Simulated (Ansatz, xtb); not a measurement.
**Ligand exchange: HBr + SiH3(CH3) → CH4 + SiH3Br**

Species: HBr (hydrogen bromide), singlet; SiH3(CH3), singlet; CH4 (methane) `C`, singlet; SiH3Br `[SiH3]Br`, singlet. The partners trade Br for CH3: H–Br and Si–CH3 bonds give way to H–CH3 and Si–Br.

Shapes, held fixed at every level: PBE0-D4/def2-TZVP. Programs: Ansatz 0.2.0, xtb 6.7.1. The zero-point and thermal change to 298 K, harmonic and unscaled (PBE0-D4/def2-TZVP), is +8.7 kJ/mol.

| level | kind | ΔH(298 K) (kJ/mol) | less CCSD(T)/def2-TZVPP | CPU time (sum over the molecules) |
| --- | --- | --- | --- | --- |
| GFN2-xTB | semi-empirical | -147.7 | -62.3 | 0.18 s |
| HF/def2-TZVPP | Hartree–Fock | -98.5 | -13.1 | – |
| PBE-D4/def2-TZVPP | GGA | -85.6 | -0.2 | 7.7 s |
| r2SCAN-D4/def2-TZVPP | meta-GGA | -90.1 | -4.7 | 15 s |
| PBE0-D4/def2-TZVPP | global hybrid | -88.4 | -3.0 | 7.9 s |
| wB97M-V/def2-TZVPP | range-separated hybrid | -88.2 | -2.8 | 28 s |
| MP2/def2-TZVPP | perturbation theory | -91.0 | -5.6 | – |
| CCSD(T)/def2-SVP | coupled cluster or CI | -81.3 | +4.1 | 5.1 s |
| CCSD(T)/def2-TZVPP | coupled cluster or CI | -85.4 | 0.0 | 46 s |

The highest level, CCSD(T)/def2-TZVPP, gives ΔH(298 K) = -85.4 kJ/mol; the levels span -147.7 to -81.3. GFN2-xTB strays far from the other rows. The column of differences is taken from that level and isn't an error. No measured value is set beside it here. Relativity is left out for Br unless named. Correlated rows may include outer-core shells of Br, which these sets cover unevenly. Times are processor times on shared x86 and Arm servers, and rough.

Every level makes the exchange clearly exothermic, with the coupled-cluster value at -85.4 kJ/mol in the larger basis. The driving force lies mainly on the hydrogen side: the C–H bond in methane is much stronger than H–Br, whose bond relies on overlap between the compact hydrogen 1s and the diffuse bromine 4p orbital. On silicon the trade is closer to even, since the polar Si–Br bond and the Si–C bond it replaces are of similar strength. The positive vibrational and thermal term fits this picture, as hydrogen moves from a soft H–Br stretch into stiffer C–H stretching and bending modes.

Hartree–Fock overstates the heat release by 13.1 kJ/mol relative to CCSD(T) in the same basis, so correlation stabilises the reactants more than the products. Enlarging the coupled-cluster basis shifts the result by about as much as separates most of the density functionals from the reference, so the near-coincidence of PBE-D4 with CCSD(T) doesn't establish it as the most accurate functional here.
